## Results and discussion

A magnetic moment in a metal is an imbalance between electrons of spin up and spin down. Raising it moves electrons out of occupied spin-down states into empty spin-up states, which lie higher in energy. Exchange works the other way, because electrons of parallel spin repel each other less. The calculation, a density-functional one with PBE, holds the moment of the cell at chosen values and so traces the balance between this band cost and the exchange gain.

Fixed-spin-moment scan of zincblende MoSe (F-43m, a = 5.679 Å, 2 atoms per cell) at fixed geometry, calculated with Ansatz 0.2.0 using collinear PBE, scalar-relativistic plane-wave PAW, a 420 eV cutoff, a 12×12×12 k mesh and 0.1 eV Gaussian smearing. Energies are extrapolated to zero smearing and count from the lowest point; pressure is positive in compression.

```
held cell moment (μB)  energy above lowest (meV/atom)  pressure (GPa)  largest site moment (μB)
                    0                            11.0           -1.67                      0.00
                 0.38                            11.5           -1.43                      0.28
                 0.75                             7.1           -0.85                      0.54
                 1.12                             0.0           -0.08                      0.79
                  1.5                            16.0            1.00                      1.02
                 1.88                            66.9            2.66                      1.27
                 2.25                           133.4            4.91                      1.53
                 2.62                           212.6            7.54                      1.76
                    3                           316.5           10.63                      1.98
```

### 1. Which moment does the cell prefer?

Of the nine moments, 1.12 μB has the lowest energy, 11.0 meV/atom below the cell without a moment. Both neighbouring points lie higher, so the minimum is somewhere between 0.75 and 1.5 μB; the spacing of the points allows no finer statement. The cell contains one Mo atom, so all Mo moments are parallel, and antiparallel order was not compared.

### 2. Which atom carries the moment?

At 1.12 μB the Mo site holds 0.79 μB, about 70 % of the total, and the Se site practically nothing. The remainder lies in regions that the site projections do not assign to either atom. This division follows from the chemistry: the 4d shell of Mo is partly filled and can change its spin balance, whereas the Se 4p states are mostly filled with pairs. The largest site moment in the table is therefore a measure of Mo magnetism, but it is smaller than the moment of the cell.

### 3. Is the small rise at 0.38 μB a barrier?

The table shows an increase of 0.5 meV/atom between zero and 0.38 μB, which would make the non-magnetic cell a shallow minimum of its own. The free energies of the same two runs, which include the entropy of the smeared occupations, fall by 0.2 meV/atom instead. The table's energies are extrapolated to zero smearing and are the quantity aimed at, but the smearing correction is as large as the feature itself, so a barrier is neither shown nor excluded. What both measures do show is a nearly flat start, where band cost and exchange gain almost cancel. The gain at 1.12 μB is safe from this doubt, since the free energies give 10.6 meV/atom for it. Rounded to whole meV/atom, both treatments give 11 at these settings; the decimal depends on how the smearing is treated.

### 4. Why is the curve steeper above the minimum than below it?

From 1.12 μB, a step down to 0.75 μB costs 7.1 meV/atom, while a step up of nearly the same length costs 16.0 meV/atom. These two costs alone prove little, since a symmetric curve with its minimum slightly below 1.12 μB would give them too. The wider scan settles it: going down to zero moment costs 11.0 meV/atom in all, going up to 1.88 μB costs 66.9 meV/atom. One reason is symmetry. Reversing all spins leaves the energy unchanged, so the curve must level off towards zero moment. The simplest curve of this kind, $-aM^2+bM^4$, is steeper beyond its minimum than before it, and this alone is expected to give a good part of the asymmetry. For the steep side, follow the electrons. Raising the moment $M$ by 2 μB moves one electron from spin down to spin up, and the price is the distance between the highest filled levels of the two channels, $\varepsilon_\uparrow$ and $\varepsilon_\downarrow$. The slope of the energy $E$ of the cell is therefore

$$\frac{dE}{dM}=\frac{\varepsilon_\uparrow-\varepsilon_\downarrow}{2},$$

with $M$ in μB. At the minimum the two levels coincide.

How fast they separate beyond it depends on how many states lie near them. Where states are dense, many electrons can change spin within a small energy range, and exchange pays for the transfer. Where they are sparse, even in one channel only, each further electron pushes the two levels much further apart, and the band cost wins. This is the reasoning behind the Stoner criterion, applied here along the whole curve.

The numbers point to such a thinning of states. The slope changes most sharply around 1.5 μB, and the smearing entropy, which grows with the number of states near the Fermi level, is 36 % smaller there than at 0.75 μB. The entropy is only a partial witness, because it counts both channels together: at 1.88 μB it is lower still, yet the change of slope there is half as large (91.56 against 183.7 meV per μB). This is what one would expect if a single channel passes through a sparse region near 1.5 μB. A density of states for each spin would be needed to confirm this and to show which channel is responsible.

### 5. Is the preferred state a half-metal?

A half-metal conducts in one spin channel and has a gap in the other. A gap means that the channel is filled with a whole number of electrons, $N_\mathrm{gap}$. The calculation treats 30 electrons per cell, so the size of the moment would be $|30-2N_\mathrm{gap}|$, an even integer. The minimum lies between 0.75 and 1.5 μB, where there is no even integer, and the state is therefore metallic in both channels.

Simple counting offers two integer limits. Of the 12 outer electrons, 8 fill the bonding bands and 4 remain on Mo. On a tetrahedral site the d states are expected to split into a lower pair (e) and an upper, antibonding triple (t₂). Paired in the e states the four electrons give no moment; with parallel spins they would give 4 μB. At zero moment the run reports filled and empty bands, counted by number, overlapping by only 0.25 eV, close to the paired limit. The scan ends at 3 μB with the slope at its largest, 546.8 meV per μB, and still growing. A second minimum near 4 μB would need this slope to reverse within one μB, which looks unlikely at this volume but was not tested.

### 6. Why does the pressure rise, and what would a larger cell change?

The pressure increases at every step, from −1.67 GPa without a moment to 10.63 GPa at 3 μB. A positive value means that the cell would expand if allowed. The likely reason is that electrons changing spin enter higher d states, which bind less or are antibonding towards Se. Expansion weakens the overlap with Se and makes these states cheaper to fill.

Reversing all spins cannot alter the pressure, so for small moments its change should grow as the square of the moment, fourfold for each doubling. The calculated factors are 3.3 from 0.75 to 1.5 μB and 4.6 from 1.5 to 3 μB. The square thus describes the growth only roughly, since the course also depends on the states being filled. The first factor is also the less certain one, because it rests on a pressure change of less than 1 GPa.

The pressures also predict how the energy curve would shift with volume. For a small volume change $\Delta V$, the energy changes by $-p\,\Delta V$, where $p$ is the pressure. Take 1 % more volume, or 0.229 Å³ per atom, and compare 3 μB with 1.12 μB. Their pressures differ by $10.63-(-0.08)=10.71$ GPa, and 1 eV/Å³ is about 160 GPa, so

$$10.71\times0.229/160\ \text{eV}\approx 15\ \text{meV per atom}.$$

The 3 μB state would then lie about 301 instead of 316.5 meV/atom above the 1.12 μB state. The non-magnetic cell would move the other way, from 11 to about 13 meV/atom. Stretching thus favours magnetism, and part of the steep rise at large moments comes from keeping the volume fixed. No run at another volume tests this estimate. Pressures of a few tenths of a GPa are uncertain, because the runs warn of loose convergence for the stress; the value at 1.12 μB is best read as close to zero.

### 7. What would change with Cr in place of Mo?

Cr has the same number of outer electrons, so the counting of question 5 again offers no moment or 4 μB as limits. Its 3d shell is more compact than the 4d shell of Mo and overlaps less with Se. The bands are narrower, which lowers the band cost, and exchange within the shell is stronger. Both shift the balance towards a larger moment. This is general knowledge of 3d and 4d metals, not a result of the table.

The differences, slopes and volume estimate used here are printed below; no parameter was adjusted to the data.

Printed output of the fit:

```
Slopes and pressure changes:
   row  slope of energy in meV per muB per cell  change of slope from previous interval  pressure above zero-moment row in GPa  change of energy relative to 1.12 row for 1 percent more volume in meV per atom
   0.0                                      n/a                                     n/a                                      0                                                                            2.272
  0.38                                    2.632                                     n/a                                   0.24                                                                            1.929
  0.75                                   -23.78                                  -26.42                                   0.82                                                                              1.1
  1.12                                   -38.38                                  -14.59                                   1.59                                                                                0
   1.5                                    84.21                                   122.6                                   2.67                                                                           -1.543
  1.88                                    267.9                                   183.7                                   4.33                                                                           -3.915
  2.25                                    359.5                                   91.56                                   6.58                                                                           -7.129
  2.62                                    428.1                                   68.65                                   9.21                                                                           -10.89
   3.0                                    546.8                                   118.7                                   12.3                                                                            -15.3
Zero-moment row above lowest row in meV per cell: 22
Same difference from free energies in meV per atom: 10.6
Cost of going from 1.12 down to 0.75 muB in meV per atom: 7.1
Cost of going from 1.12 up to 1.5 muB in meV per atom: 16
Ratio of upward to downward cost: 2.254
Table energy change from 0 to 0.38 muB in meV per atom: 0.5
Free energy change from 0 to 0.38 muB in meV per atom: -0.2
Mo share of cell moment at 1.12 muB in percent: 70.51
Moment outside both site projections at 1.12 muB in muB: 0.3419
Largest site moment over cell moment at 3 muB in percent: 66
Fall of smearing entropy term from 0.75 to 1.5 muB in percent: 35.9
Pressure rise at 1.5 over that at 0.75 muB: 3.256
Pressure rise at 3 over that at 1.5 muB: 4.607
Zero-moment row above 1.12 row after 1 percent more volume in meV per atom: 13.27
3 muB row above 1.12 row after 1 percent more volume in meV per atom: 301.2
```
